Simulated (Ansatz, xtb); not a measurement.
**Loss of SiH4: C3H10Si → C3H6 + SiH4**

Species: C3H10Si `CC(C)[SiH3]`, singlet; C3H6 (propene) `C=CC`, singlet; SiH4 `[SiH4]`, singlet. 

Shapes, held fixed at every level: PBE0-D4/def2-TZVP. Programs: Ansatz 0.2.0, xtb 6.7.1. The zero-point and thermal change to 298 K, harmonic and unscaled (PBE0-D4/def2-TZVP), is -15.5 kJ/mol.

Estimate ΔH(298 K) of this reaction.

The highest level, CCSD(T)/CBS estimate, gives ΔH(298 K) = +106.7 kJ/mol; the levels span -13.2 to +120.8. They disagree on the sign: 8 of 9 are positive. GFN0-xTB strays far from the other rows. The column of differences is taken from that level and isn't an error. No measured value is set beside it here. The CBS estimate extrapolates MP2 from def2-TZVPP and def2-QZVPP and adds CCSD(T) − MP2 in the triple-zeta set, cores frozen. Times are processor times on shared x86 and Arm servers, and rough.

| level | kind | ΔH(298 K) (kJ/mol) | less CCSD(T)/CBS estimate | CPU time (sum over the molecules) |
| --- | --- | --- | --- | --- |
| GFN0-xTB | semi-empirical | -13.2 | -119.9 | 0.14 s |
| HF/def2-SVP | Hartree–Fock | +79.6 | -27.1 | – |
| PBE-D4/def2-TZVPP | GGA | +110.9 | +4.2 | 14 s |
| PBE0-D4/def2-TZVPP | global hybrid | +120.8 | +14.1 | 16 s |
| wB97M-V/def2-TZVPP | range-separated hybrid | +109.8 | +3.1 | 53 s |
| wB97X-V/def2-TZVPP | range-separated hybrid | +115.2 | +8.5 | 40 s |
| B2PLYP/def2-TZVPP | double hybrid | +92.5 | -14.2 | 27 s |
| CCSD/def2-TZVPP | coupled cluster or CI | +102.0 | -4.7 | – |
| CCSD(T)/CBS estimate | coupled cluster or CI | +106.7 | 0.0 | 8.7 min |

Elimination of silane from isopropylsilane is clearly endothermic, at +106.7 kJ/mol by the coupled-cluster estimate. The reaction gives up a C–Si and a β C–H σ bond for an Si–H bond and the π bond of propene, and the weaker π overlap doesn't repay the loss. The exothermic GFN0-xTB value therefore contradicts the expected bond balance, and probably reflects how its parametrised, non-self-consistent Hamiltonian weighs Si–C and Si–H bonds against the alkene.

Hartree–Fock makes the reaction too easy, which suggests that correlation favours the more compact, σ-bonded reactant, though its small basis may also play a part. Missing dispersion may likewise lower the B2PLYP value. Among the density functionals, accuracy doesn't follow formal rank: PBE-D4 lies closer to the coupled-cluster estimate than PBE0-D4 or the double hybrid, probably through error cancellation. Because one molecule becomes two, entropy increasingly favours the fragments on heating, so the positive enthalpy doesn't exclude thermal elimination.
